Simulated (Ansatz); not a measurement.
# LaIn: pressure against volume ratio

All results are calculated (Ansatz 0.2.0). Plane-wave density functional theory, PAW datasets, Gaussian smearing 0.05 eV: equation of state, the given cell scaled in volume with shape and atoms relaxed at each volume.

The cell before it is scaled or strained (space group Pm-3m, No. 221):
```
LaIn
1.0
      3.8934     0.0000     0.0000
      0.0000     3.8934     0.0000
      0.0000     0.0000     3.8934
La In
1 1
Direct
  0.00000 0.00000 0.00000
  0.50000 0.50000 0.50000
```

Settings of every row: paw set soft_2; functional PBEsol; spin treatment none; moment partition spheres; spin axis none; wave cutoff 420 eV; k mesh 8x8x8; symmetry use detected.

Atom hubbard u: 0 on all atoms.

Limits: the cell comes from a prototype or a list of computed structures and needn't be the stable phase.

| row | volume ratio | V (Å³/atom) | pressure (GPa) | energy above given cell (meV per atom) |
| --- | --- | --- | --- | --- |
| 1 | 0.96 | 28.328 | 2.452 | 8.74 |
| 2 | 0.98 | 28.918 | 1.162 | 2.1 |
| 3 | 1 | 29.508 | ? | ? |
| 4 | 1.02 | 30.098 | -1.044 | 2 |
| 5 | 1.04 | 30.688 | -1.965 | 7.65 |

Question: what pressure should row 3 give?

Worked fit of pressure. Take u = (V_r/V)^(2/3) − 1 with V_r = 29.508 Å³ an atom, which is twice the finite (Eulerian) strain; such expansions in the strain, on which the Birch-Murnaghan equation of state is built, carry the rest volume and the bulk modulus. The shown rows have u = 0.02758, 0.01356, -0.01311, -0.0258. Least squares give pressure = −0.0025 + 82.374 × u + 242 × u² GPa; a straight line predicts inner rows, each left out in turn, worse (root mean square 0.1 against 0.0078 GPa). The rows lie off it by -0.001, 0.003, -0.003, 0.002. The pressure vanishes at u = 0.0000, or V = 29.51 Å³ an atom, and there the bulk modulus with shape and atoms relaxed is B = −V dP/dV = (2/3)(1 + u) dP/du = 54.9 GPa. The withheld row has u = 0, so the fit gives −0.0025 + 82.374 × (0) + 242 × (0)² = -0.003 GPa.

The calculation gave -0.002 GPa. The fit lies 0.001 GPa (50 % of the value, 0.023 % of the column's range) below it, one unit of the last digit.

The other values of row 3: energy above given cell 0 meV per atom.
